**Margin notes on the polarisation of wurtzite: what is switched, and what it is measured from**

**1. At "the wurtzite cell": conventions.** The hexagonal cell has base area $A=\sqrt3a^2/2$, height $c$ and volume $\Omega=Ac$, and holds two formula units. In fractional coordinates the cations M sit at $(\tfrac13,\tfrac23,0)$ and $(\tfrac23,\tfrac13,\tfrac12)$, the nitrogen atoms at $(\tfrac13,\tfrac23,u)$ and $(\tfrac23,\tfrac13,\tfrac12+u)$. The axis $+z=[0001]$ points from a cation to the nitrogen bonded to it along $c$, at distance $uc$, and a film with $+z$ outward is metal-polar. Each cation also has three basal nitrogen neighbours lying below it by $wc$, where $w=\tfrac12-u$. A cation plane together with that close nitrogen plane is called a bilayer. $P$ is the $z$ component of the polarisation at zero macroscopic field, $e>0$ is the elementary charge, and
$$q=\frac{ec}{\Omega}=\frac eA=\frac{2e}{\sqrt3a^2}.$$

**2. At "by the modern theory": the premises.**

(P1) For an insulator of spin-paired electrons described by an occupied band manifold, the formal polarisation is
$$\mathbf P_f=\frac e\Omega\Big[\sum_sZ_s\boldsymbol\tau_s-2\sum_n\mathbf r_n\Big],$$
with core charges $Z_s$ at $\boldsymbol\tau_s$ and Wannier centres $\mathbf r_n$ (King-Smith and Vanderbilt 1993, Resta 1994). Moving a core or relabelling a centre by a lattice vector $\mathbf R$ changes $\mathbf P_f$ by an integer times $e\mathbf R/\Omega$, so the $z$ component is defined modulo $q$. Its continuous change along an adiabatic insulating path equals the time-integrated macroscopic current density.

(P2) The cores carry $+3$ (Al, Sc) and $+5$ (N). The valence bands derive from N $2s$ and $2p$, so four doubly occupied Wannier functions can be assigned to each nitrogen as a set that respects the site symmetry, and the assignment persists along every path considered.

(P3) The gap stays open and the macroscopic field is zero at the end points.

**3. At "the spontaneous polarisation is": the dipole of one bilayer.** By (P2) one cation, one nitrogen of the same bilayer and that nitrogen's eight electrons form a neutral unit, $3+5-8=0$, whose dipole is independent of the origin. Let $\delta$ be the mean $z$ shift of the four centres from their nitrogen. Then
$$p=e\,[3z_M+5z_N-8(z_N+\delta)]=e\,[3wc-8\delta].$$
The $6_3$ screw axis maps one bilayer on the other and preserves $z$ differences, so both units carry the same $p$, and
$$P_f=\frac{2p}{\Omega}=2q\Big[3w-\frac{8\delta}{c}\Big].\qquad(1)$$
This is one branch of the multivalued $P_f$, the bilayer branch. Pairing each cation with the nitrogen above it replaces $3w$ by $-3u$ and lowers $P_f$ by $2q\cdot\tfrac32=3q$, a whole number of quanta, as (P1) requires.

**4. At "the layered phase is non-polar": why its formal value vanishes.** At $u=\tfrac12$ the bilayers are flat, each cation has a nitrogen at $c/2$ above and below, and the space group rises from $P6_3mc$ to $P6_3/mmc$. This structure, H, has the mirror $z\to-z$ through every layer. A mirror only demands $P_f\equiv-P_f$, which allows $0$ or $q/2$ modulo $q$, so a count is needed. The cores contribute $3(0+\tfrac12)+5(0+\tfrac12)=4$ in units of $q$, an integer. The sum $S_z$ of the eight centres in the cell obeys $S_z\equiv-S_z$ modulo $c$, so $S_z\equiv0$ or $c/2$, and the electronic term $-2eS_z/\Omega$ is $0$ or $-q$ modulo $2q$. Hence $P_f^{\rm H}\equiv0$ modulo $q$ for any $a$ and $c$. On the bilayer branch the value is zero itself, since $w=0$ and the mirror through the nitrogen site gives $\delta=0$ by (P2). The polarisation referred to H is therefore
$$P^{(\rm H)}\equiv P_f-P_f^{\rm H}=P_f\ \text{on the bilayer branch},$$
and the lattice constants of the reference drop out. H needs only to be reachable as an insulator and may be a saddle point of the energy.

**5. At "$P=Ze\times$ displacement": which charge.** Displace both cations rigidly along $z$ against the nitrogens, at fixed cell and zero field. The Born effective charge $Z^*\equiv Z^*_{33}$ of the cation is defined by $\Omega\,dP=2Z^*e\,d(wc)$. The nitrogen carries $-Z^*$, because a rigid translation of a neutral crystal leaves $P$ unchanged. Thus $dP/dw=2qZ^*(w)$, and integration from H gives
$$P^{(\rm H)}=2q\int_0^wZ^*(w')\,dw'=\frac{4\bar Ze\,(\tfrac12-u)}{\sqrt3\,a^2},\qquad \bar Z=\frac1w\int_0^wZ^*(w')\,dw'.\qquad(2)$$
The height $c$ has cancelled between the displacement $wc$ and the volume $Ac$. Comparison with (1) gives both charges in terms of the centres,
$$Z^*=3-8\,\frac{\partial\delta}{\partial(wc)},\qquad \bar Z=3-\frac{8\delta}{wc}.\qquad(3)$$
$Z^*$ is the tangent slope of $P/2q$ against $w$ at the wurtzite end, and $\bar Z$ is the slope of the chord from H. Differentiating $w\bar Z$ gives $Z^*=\bar Z+w\,d\bar Z/dw$, so they coincide only where $\bar Z$ is stationary. The mirror makes $P$ odd and $Z^*$ even in $w$. With two terms, $Z^*=Z_{\rm H}-\kappa w^2$, the average is $\bar Z=Z_{\rm H}-\kappa w^2/3$, whence $Z_{\rm H}=Z^*+\tfrac32(\bar Z-Z^*)$.

**6. At "path-averaged": paths that change the cell.** The reduced quantity $P/q=PA/e$ is the charge, in units of $e$, carried through one cell face, and by (1) it is a function of the state $(w,a,c)$. Along a general path,
$$d\Big(\frac Pq\Big)=2Z^*dw+\frac1q\big(2e^{(0)}_{31}\,d\epsilon_1+e^{(0)}_{33}\,d\epsilon_3\big),$$
where $d\epsilon_1=da/a$, $d\epsilon_3=dc/c$ and $e^{(0)}_{3j}$ are the clamped-ion (fixed $w$) proper piezoelectric constants of note 11. The end value, and with it $\bar Z$ of (3), is path-independent. The reading of $\bar Z$ as a plain average of Born charges holds for the path at the fixed wurtzite cell. A path that starts from a relaxed H cell, with different $a$ and $c$, reaches the same $P^{(\rm H)}$ only when the two strain terms are kept.

**7. At "switchable": the factor two and the sign.** Carrying every cation through its nitrogen plane takes $w\to-w$, that is $u\to1-u$. The product is the mirror image of the starting crystal, so $\delta\to-\delta$ and (1) changes sign. By (P1) the charge per area that passes through a short-circuited capacitor is
$$|\Delta P|=2P^{(\rm H)}=4q\bar Zw,$$
or $4\bar Zw$ elementary charges per cell face, and the remanent polarisation of a fully switched, $c$-oriented crystal is $P^{(\rm H)}$. Equation (1) contains only the end positions of labelled atoms and of the octets attached to them. Switching by domain-wall motion, or through an intermediate other than homogeneous H, thus transfers the same charge provided that every nitrogen keeps its octet and each cation ends displaced by $2wc$ against its own bilayer. For $\bar Z>0$, $P^{(\rm H)}$ points along $+[0001]$ in the metal-polar crystal. A field along $-z$ pushes the cations down towards their basal nitrogens and is the one that switches it. The order parameter $w$ is a zone-centre polar displacement that keeps the cell size, so relative to H the ferroelectricity is proper. Field reversal in Al$_{1-x}$Sc$_x$N was reported by Fichtner and co-workers in 2019.

**8. At "zincblende has no polarisation": it has a formal one.** Take the cubic constant $a_c$, primitive volume $a_c^3/4$, cation at the origin and anion at $\boldsymbol\tau=\tfrac{a_c}4(1,1,1)$. Note that $4\boldsymbol\tau$ is an fcc lattice vector. Symmetry requires the sum $\mathbf S$ of the four centres to return to itself up to a lattice vector under every operation of $T_d$. The twofold rotation about a cube axis sends $(S_1,S_2,S_3)$ to $(-S_1,-S_2,S_3)$, so $(2S_1,2S_2,0)$ is a lattice vector $\tfrac{a_c}2(n_1,n_2,0)$ with $n_1+n_2$ even. With the other two axes this gives $\mathbf S=\tfrac{a_c}4(n_1,n_2,n_3)$ with all $n_i$ of equal parity, which reduces modulo the lattice to $\mathbf S\equiv m\boldsymbol\tau$, $m=0,1,2,3$. The cell dipole is $e(5-2m)\boldsymbol\tau$, congruent to $+e\boldsymbol\tau$ for even $m$ and to $-e\boldsymbol\tau$ for odd $m$, and zero is excluded. (P2) selects the case. Four centres at the same fraction along the four bonds of the anion sum to $4\boldsymbol\tau$, because the four bond vectors sum to zero. The dipole is $e(5-8)\boldsymbol\tau\equiv+e\boldsymbol\tau$, and $\mathbf P_f\equiv(e/a_c^2)(1,1,1)$. The nearest cation spacing in a (111) plane is $a=a_c/\sqrt2$, so the component along the cation-to-anion bond $[111]$ is
$$P_0(a)=\frac{\sqrt3\,e}{a_c^2}=\frac{\sqrt3\,e}{2a^2}=\frac34\,q.\qquad(4)$$
The quantum is the $q$ of note 1: the vector $\tfrac{a_c}2(1,1,0)$ has projection $a_c/\sqrt3$ on the unit vector along $[111]$, and $(ea_c/\sqrt3)/(a_c^3/4)=2e/(\sqrt3a^2)$. The bilayer count gives (4) as its own branch. The layer period is $d=a_c/\sqrt3$, the axial bond $\sqrt3a_c/4$ is $3d/4$, the bilayer is $d/4$ thick, $\delta=0$ by $T_d$ site symmetry, and $3e(d/4)/(Ad)=\tfrac34q$. For nominal valence $Z_0$ the same count gives $Z_0q/4$, so a II-VI compound has $q/2$ and the factor in (4) is specific to III-V compounds.

**9. At "referred to zincblende": what the small number is.** Stack crystal 1 below crystal 2 along $z$ with a common area $A$, both built of complete neutral bilayers with dipoles $p_1,p_2$ per unit and periods $d_1,d_2$. Define the interface charge as $\sigma A=\sum_iQ_if(z_i)$ over all cores and centres in a column of area $A$, where the weight $f$ rises linearly from 0 to 1 over a length $L_1$ deep in crystal 1, equals 1 across the interface, and falls linearly to 0 over $L_2$ deep in crystal 2. A neutral unit contributes nothing where $f$ is constant and $pf'$ where $f$ is linear. The $L_1/d_1$ units on the first ramp give $(L_1/d_1)\,p_1/L_1=p_1/d_1$, the second ramp gives $-p_2/d_2$, and units straddling a kink give terms of order $1/L$ that vanish for long ramps. Therefore
$$\sigma=P_{f,1}-P_{f,2},\qquad(5)$$
with both values on the bilayer branch. This is the interface theorem of Vanderbilt and King-Smith (1993), with the branch fixed by the octet count. Wurtzite and zincblende of one compound at one $a$ are different stackings of such bilayers, so their junction is neutral unit by unit and its charge is $P^{(\rm ZB)}\equiv P^{(\rm H)}-P_0(a)$ up to the sign set by stacking order. With (1) and $P_0=2q\cdot\tfrac38$,
$$P^{(\rm H)}=P^{(\rm ZB)}+\frac{\sqrt3\,e}{2a^2},\qquad P^{(\rm ZB)}=2q\Big[3\big(\tfrac38-u\big)-\frac{8\delta}c\Big].\qquad(6)$$
The small negative values tabulated since Bernardini, Fiorentini and Vanderbilt (1997) are $P^{(\rm ZB)}$, and the role of the offset was set out by Dreyer, Janotti, Van de Walle and Vanderbilt (2016). $P^{(\rm ZB)}$ measures the departure from perfect tetrahedra. Twice its value is not the switched charge, since $2P^{(\rm H)}-2P^{(\rm ZB)}=\tfrac32q$, which is not even a whole number of quanta. Solving (6) and (2) for the mean charge,
$$\bar Z=\frac{\tfrac38+P^{(\rm ZB)}/2q}{\tfrac12-u}.\qquad(7)$$
Near-tetrahedral bonding keeps $\delta$ small, which ties $\bar Z$ to the neighbourhood of 3 whatever the local slope $Z^*$ is.

**10. At "AlN": the two quoted values.** Inputs, all typical: $a=0.311$ nm, $c=0.498$ nm, $u=0.382$, a computed $P^{(\rm ZB)}\approx-0.09$ C/m², and $Z^*\approx2.7$. Unrounded intermediates are carried. Then $q=1.91$ C/m² and $P_0=1.43$ C/m², and (6) turns the input into $P^{(\rm H)}=1.34$ C/m². The figures of about $1.3$ and about $-0.09$ C/m² thus describe one crystal with one orientation, read from two zeros. The geometric term of (6) is $6q(\tfrac38-u)=-0.080$ C/m², which leaves $-0.010$ C/m² to the centres and corresponds to $\delta\approx0.2$ pm. That split is loose, because a change of $0.001$ in $u$ moves the geometric term by $0.011$ C/m². From (7), $P^{(\rm ZB)}/2q=-0.0235$ and $\bar Z=0.3515/0.118=2.98$, a value fixed by the input. Two slips can be sized. Inserting $Z^*$ for $\bar Z$ in (2) gives $1.22$ C/m², lower by $0.13$ C/m², which is 9 per cent of $P^{(\rm H)}$ but exceeds $|P^{(\rm ZB)}|$. The two-term form of note 5 reconciles the two charges with $Z_{\rm H}\approx3.1$ at the fixed cell. A Berry-phase value folded into $(-q/2,q/2]$ reads $P^{(\rm H)}-q=-0.57$ C/m², the wrong branch with the wrong sign, since $P^{(\rm H)}>q/2$.

**11. At "bound charge of a heterojunction": references and strain must match.** Proper piezoelectric constants describe the current through the cell face, $d(PA)/A=2e_{31}^{\rm p}\,d\epsilon_1+e_{33}\,d\epsilon_3$. Since $dA/A=2\,d\epsilon_1$, the change of $P$ itself is $dP=2(e_{31}^{\rm p}-P)\,d\epsilon_1+e_{33}\,d\epsilon_3$, and $e_{31}^{\rm p}-P$ is the improper constant. The word here has no connection with improper ferroelectricity. Let a layer with relaxed constant $a_L$ grow coherently on a substrate with constant $a_S$, and let $\Pi$ be the charge passed through the cell face during the straining, divided by the relaxed area. With $r=(a_L/a_S)^2$ the strained layer has $P=r\,(P_L^{(\rm H)}+\Pi)$, and (5) gives
$$\sigma=P_S^{(\rm H)}-r\big(P_L^{(\rm H)}+\Pi\big)=P_S^{(\rm ZB)}-r\big(P_L^{(\rm ZB)}+\Pi\big),\qquad(8)$$
where the second form follows from $rP_0(a_L)=P_0(a_S)$, exact by (4). The common recipe of zincblende-referred values with proper constants and $r=1$, that is $P_S^{(\rm ZB)}-P_L^{(\rm ZB)}-\Pi$, omits three terms, the reference difference $P_0(a_S)-P_0(a_L)=(r-1)P_0(a_L)$, the area term $(r-1)P_L^{(\rm H)}$ and the area term $(r-1)\Pi$ of the piezoelectric charge. The first enters $\sigma$ with the sign opposite to the other two, so the recipe exceeds $\sigma$ by the residue $(r-1)(P_L^{(\rm ZB)}+\Pi)$. The part $(r-1)\Pi$ is second order in strain, but it can rival $(r-1)P_L^{(\rm ZB)}$ because $P_L^{(\rm ZB)}$ is small. Using H-referred values with $r=1$ misses the full $(r-1)(P_L^{(\rm H)}+\Pi)$.

**12. At "alloys": what $u$ means.** Scandium is counted as $+3$, like aluminium, with any polarisation of its filled $3s3p$ shell absorbed into $\delta$. For a large cell of $N$ formula units and volume $N\Omega/2$, the sum of note 3 contains only $\sum z_M-\sum z_N$ within bilayers and $\sum\delta$. So (1), (2) and (6) hold with $a$, $c$ the mean lattice constants and $w$, $\delta$ arithmetic means over sites, however unequal the local Sc and Al displacements are. A given random configuration has no exact mirror, but if the site occupation is statistically symmetric under $z\to-z$ the switched state has the opposite mean $w$ and $\delta$, and note 7 stands. An estimate of $u$ follows from equal axial and basal bond lengths: $u^2c^2=a^2/3+(\tfrac12-u)^2c^2$ gives
$$u_{\rm eq}=\frac14+\frac{a^2}{3c^2},$$
equal to $\tfrac38$ at $c/a=\sqrt{8/3}$. A falling $c/a$ raises $u$ and a growing $a$ lowers $q$, and both reduce $P^{(\rm H)}$.

**13. Range of validity.** Equations (1) to (8) involve no expansion in $w$ and hold under (P1) to (P3). They fail if the gap closes along the path or if charged defects, substitutional oxygen or trapped carriers change the count of eight electrons per nitrogen. For Al$_{1-x}$Sc$_x$N they apply while the film is single-phase wurtzite, typically up to $x\approx0.4$, beyond which rocksalt regions, which do not switch, compete. The estimates are weaker than the formulas. Nothing pins $\delta$ near zero once the tetrahedra are strongly flattened, and the equal-bond rule ignores the unequal Sc–N and Al–N lengths, so both lose reliability towards $x=0.4$. The constants $a$ and $u$ must be those of the film in its strain state. Unswitched volume lowers the charge read from a hysteresis loop and leakage raises it. At finite field the dielectric displacement adds $\varepsilon_0\varepsilon_rE$, which for typical $\varepsilon_r\approx15$ and $E\approx4\times10^8$ V/m is $0.05$ C/m² and vanishes at remanence.

**14. Illustration: relaxed Al$_{0.7}$Sc$_{0.3}$N.** Approximate inputs are $a=0.325$ nm and $c=0.500$ nm. The equal-bond rule gives $0.380$ for the AlN cell of note 10 and $0.391$ for the alloy. An offset of $0.002$, chosen to return the AlN input $0.382$, is assumed to carry over, so $u=0.393$ and $w=0.107$. The value $\bar Z=2.98$ is likewise carried over by assumption.

| quantity (C/m²) | AlN | $x=0.3$ |
|---|---|---|
| $q$ | 1.91 | 1.75 |
| $P_0=\tfrac34q$ | 1.43 | 1.31 |
| $P^{(\rm H)}$ | 1.34 | 1.12 |
| $2P^{(\rm H)}$ | 2.7 | 2.2 |
| $P^{(\rm ZB)}$ | $-0.09$ (input) | $-0.2$ |

In the alloy each cation moves on average $2wc=0.107$ nm against its nitrogen plane, and $4\bar Zw=1.3$ elementary charges pass per cell face. An assumed spread of $\pm0.1$ in $\bar Z$ moves $P^{(\rm H)}$ by $0.04$ C/m², and $\pm0.003$ in $u$ moves it by $0.03$ C/m². Their sum, $0.07$ C/m², is 6 per cent of $P^{(\rm H)}$ and 35 per cent of $|P^{(\rm ZB)}|$, which is why the latter is given to one figure.

The choice of reference shows in the comparison of the relaxed crystals. AlN exceeds the alloy by $0.23$ C/m² in $P^{(\rm H)}$ and by $0.11$ C/m² in $P^{(\rm ZB)}$, and the gap of $0.12$ C/m² is the difference of the two $P_0$. For the alloy strained onto AlN, $r-1=0.092$ and $\epsilon_1=a_S/a_L-1=-0.043$. With typical values $e_{31}^{\rm p}\approx-0.7$ C/m², $e_{33}\approx2.3$ C/m² and $C_{13}/C_{33}\approx0.45$, zero stress along $c$ gives $\epsilon_3=-2(C_{13}/C_{33})\epsilon_1=0.039$, and the linear estimate, rough at this strain, is $\Pi\approx2e_{31}^{\rm p}\epsilon_1+e_{33}\epsilon_3=0.15$ C/m². The area terms $(r-1)P_L^{(\rm H)}$ and $(r-1)\Pi$ are $0.10$ and $0.014$ C/m², so H-referred values with $r=1$ miss $0.12$ C/m². In the zincblende recipe $(r-1)P_L^{(\rm ZB)}=-0.018$ C/m² is largely cancelled by $(r-1)\Pi$. The residue of $-0.004$ C/m² is smaller than the $0.006$ C/m² that the spread of $0.07$ C/m² carries into it, so its sign is not fixed. The model's switchable polarisation at $x=0.3$ is $P^{(\rm H)}\approx1.1$ C/m² along $+[0001]$ of the metal-polar crystal, with $2.2$ C/m² transferred in a full reversal.